**Where in a titanium slab do the states just above the Fermi level sit?**

A thin titanium slab has eight atomic planes, and for six of them the calculation's results are given below. The two lowest planes are left open. The problem is to work out how much of a narrow band of electron states belongs to each of them.

Ansatz 0.2.0, scalar-relativistic plane-wave PAW DFT with PBEsol, no spin polarisation: 12-atom Ti(001) slab, relaxed with its lower half held. Cutoff 420 eV, k mesh 15 × 15 × 1, Gaussian smearing 0.1 eV. Shares are for states from 0 to 0.25 eV above the Fermi level, all counted as full; rows run from the bottom plane up, with heights measured from the top plane.

```
row  plane share  plane formula  plane height (Å)
  1            ?            Ti2                 ?
  2            ?             Ti                 ?
  3        0.117            Ti2            -6.804
  4        0.096             Ti            -5.391
  5        0.122            Ti2            -4.036
  6        0.093             Ti            -2.607
  7        0.111            Ti2            -1.259
  8        0.134             Ti             0.000
```

The plane share is the fraction of the states in the energy window that sits on one plane. The plane formula gives the number of atoms that the plane has in the cell, and the plane height is measured from the top plane. The window lies just above the Fermi level, so it holds nominally empty states, the ones that can take up electrons at little cost in energy.

**(a) Why do the shares zigzag, and does the top plane stand out?**

*Solution.* This is not the usual hexagonal close-packed titanium but its omega form, in which honeycomb planes of two atoms alternate with planes of one. A raw share therefore mixes two things: how many atoms a plane has and how much each atom holds. Per atom the order turns round: in the inner planes, rows 3 to 7, a lone atom holds about 1.6 times as much as a honeycomb atom. The two sites have different neighbours, so different local d bands are expected. The planes are only about 1.4 Å apart, however, and their orbitals overlap, so part of the ratio may reflect how the density between them is divided. Either way, a surface plane should be compared only with inner planes of its own kind.

Compared in this way, the top plane does stand out. Its share of 0.134 is about 1.4 times the mean of the inner single-atom planes. The plane directly below it shows no such excess, so the enhancement is confined to the outermost layer.

A chain of identical atoms with one orbital each shows how an end can collect states. An electron wave must vanish just beyond the last atom, so it becomes a standing wave. Relative to the average deep inside, the $n$-th atom from the end holds

$$w_n = 2\sin^2(n\theta),$$

where $\theta$ runs from 0 at one edge of the band to 180° at the other. In the middle of the band, at 90°, the end atom holds twice the inner amount and the next atom nothing. Near the band edges the end atom holds almost nothing, so an excess in one window is paid for in another.

Titanium's Fermi level lies inside a partly filled d band, not at its edge, which makes an excess at the surface plausible. The analogy ends there: titanium has five d orbitals per atom and a three-dimensional lattice, so the chain gives a direction and not a size.

**(b) Forecast the shares of the two lowest planes.**

*Solution.* Row 2 is a single-atom plane covered by one honeycomb plane. Since the excess at the top stops after one layer, row 2 is treated as an inner plane and given the mean of rows 4 and 6, which is 0.0945.

For row 1 the sum helps. If the shares are parts of one whole, they add up to one. The six known planes hold 0.673, which leaves 0.327 for the two lowest. The bottom plane then gets

$$0.327 - 0.0945 \approx 0.23,$$

about twice the share of an inner honeycomb plane.

A second route gives less. If the bottom plane had the same relative excess as the top one, its share would be about 0.17. Counting neighbours gives no reason to go higher: a bottom atom loses 4 of its 11 near contacts, a top atom 7 of 14. The sum is still the better guide, because a narrow window can catch a surface resonance, a state concentrated near the surface, which no count of contacts foresees. Its weak point is the assumption that the printed shares are normalised to one, so the range reaches down to the second estimate.

- Row 1: share 0.23, range 0.16 to 0.26.
- Row 2: share 0.095, range 0.07 to 0.13.

The ranges are judgements, not statistical errors. The heights follow from the bulk spacing, at which the lower half of the slab is held: −9.63 Å and −8.22 Å, within 0.02 Å. That is geometry and no test of the physics.

**(c) Compare with the computed values and explain the hits and misses.**

The withheld rows as computed:

```
row  plane share  plane formula  plane height (Å)
  1        0.243            Ti2            -9.630
  2        0.085             Ti            -8.217
```

*Solution.* Both shares fall within their ranges, and the heights agree. Row 1 came out at 0.243, about 0.01 above the forecast; row 2 came out at 0.085, about 0.01 below it. These are two sides of one miss: with the total fixed, whatever is wrongly given to row 2 is taken from row 1. Relative to the computed values, the model before rounding misses by about 4% for the bottom plane and 11% for the plane above it.

The success for row 1 is largely bookkeeping. The eight shares do add up to one within their rounding, so the only physical input was that row 2 behaves nearly like an inner plane. The printed output below gives this model, with means taken from rows 3 to 7, beside the one that carries the top plane's excess over to the bottom.

The second model is the more instructive one, because it fails. It puts the bottom plane about a third below the computed value. The excess is thus no fixed property of "a titanium surface": the honeycomb face holds about 2.1 times its inner share, the single-atom face only 1.4 times. The number of lost contacts would have put the two faces in the opposite order.

Nor is the order of the faces fixed. In the window just below the Fermi level, from −0.25 to 0 eV, the same run gives the top plane about 2.4 times the inner share of its kind and the bottom plane about 1.9 times. Each face has its own profile in energy, and a narrow window samples one piece of it.

What shapes these profiles is not settled here. The faces differ in their atoms and also in their relaxation: the top spacing has shrunk by 11% from the bulk value, while the bottom face is frozen. A surface resonance on the honeycomb face is a reasonable guess, but a single narrow one would not be enough: the bottom plane exceeds the inner planes of its kind in every window from 0.5 eV below the Fermi level to 1 eV above it. Sorting this out would take the states resolved band by band. The small deficit in row 2 recalls the weak second atom of the chain, but it does not last: in the window just below the Fermi level, row 2 holds more than either inner single-atom plane. The window of the forecast holds only 58 levels of the irreducible k mesh, so a denser mesh could shift such small differences. The run also leaves out spin, and a surface rich in states at the Fermi level is where magnetism, if there is any, would be expected first.

For a thin film the practical point is one of weight. The two outermost planes have 3 of the 12 atoms but hold about 38% of the states in this window ($0.243 + 0.134 = 0.377$). A property governed by these states would be weighted towards the surfaces, although the figure for the frozen bottom face need not hold for a real, relaxed one. The weighting also depends on the window. Between 2 and 1 eV below the Fermi level, the same run gives the top plane a smaller share than either of the inner single-atom planes. Such a trade between windows is what the chain leads one to expect. From 1 to 1.5 eV above the Fermi level, however, neither face has a clear excess. Yet titanium's d band is less than half full, so its middle, where the chain puts the largest excess, is expected above the Fermi level. The chain's single broad maximum is too simple for titanium.

The analysis program printed:

```
Mean share of an inner Ti2 plane: 0.1167
Mean share of an inner single-Ti plane: 0.0945
Share per atom of inner single-Ti planes over inner Ti2 planes: 1.62
Share of the top plane over the inner single-Ti mean: 1.418
Sum of the six known shares: 0.673
Left for the two bottom planes if all shares add up to one: 0.327
Forecast for the bottom plane over the inner Ti2 mean: 1.993
Top spacing shorter than the bulk spacing in percent: 10.9
fit of plane_share on 5 rows (inner): coefficient of closure 1 +/- 0.017; rms 0.00361, worst 7 0.00567, leave-one-out rms 0.00467
  rows outside the fit (model, value, miss): 1 0.2325, 0.243, -0.0105; 2 0.0945, 0.085, 0.0095; 8 0.0945, 0.134, -0.0395
fit of plane_share on 5 rows (inner): coefficient of transfer 1 +/- 0.017; rms 0.00361, worst 7 0.00567, leave-one-out rms 0.00467
  rows outside the fit (model, value, miss): 1 0.1654, 0.243, -0.0776; 2 0.0945, 0.085, 0.0095; 8 0.134, 0.134, 5.55e-17
Planes from the bottom up:
  row  share per atom  fraction of near contacts lost  height at bulk spacing in angstrom  that less computed height
    1          0.1215                          0.3636                               -9.63                          0
    2           0.085                         0.07143                              -8.217                          0
    3          0.0585                               0                              -6.804                          0
    4           0.096                               0                              -5.391                          0
    5           0.061                               0                              -3.978                      0.058
    6           0.093                               0                              -2.565                      0.042
    7          0.0555                         0.09091                              -1.152                      0.107
    8           0.134                             0.5                               0.261                      0.261
After the reveal the sum of all eight shares: 1.001
After the reveal the bottom plane over the inner Ti2 mean: 2.083
```
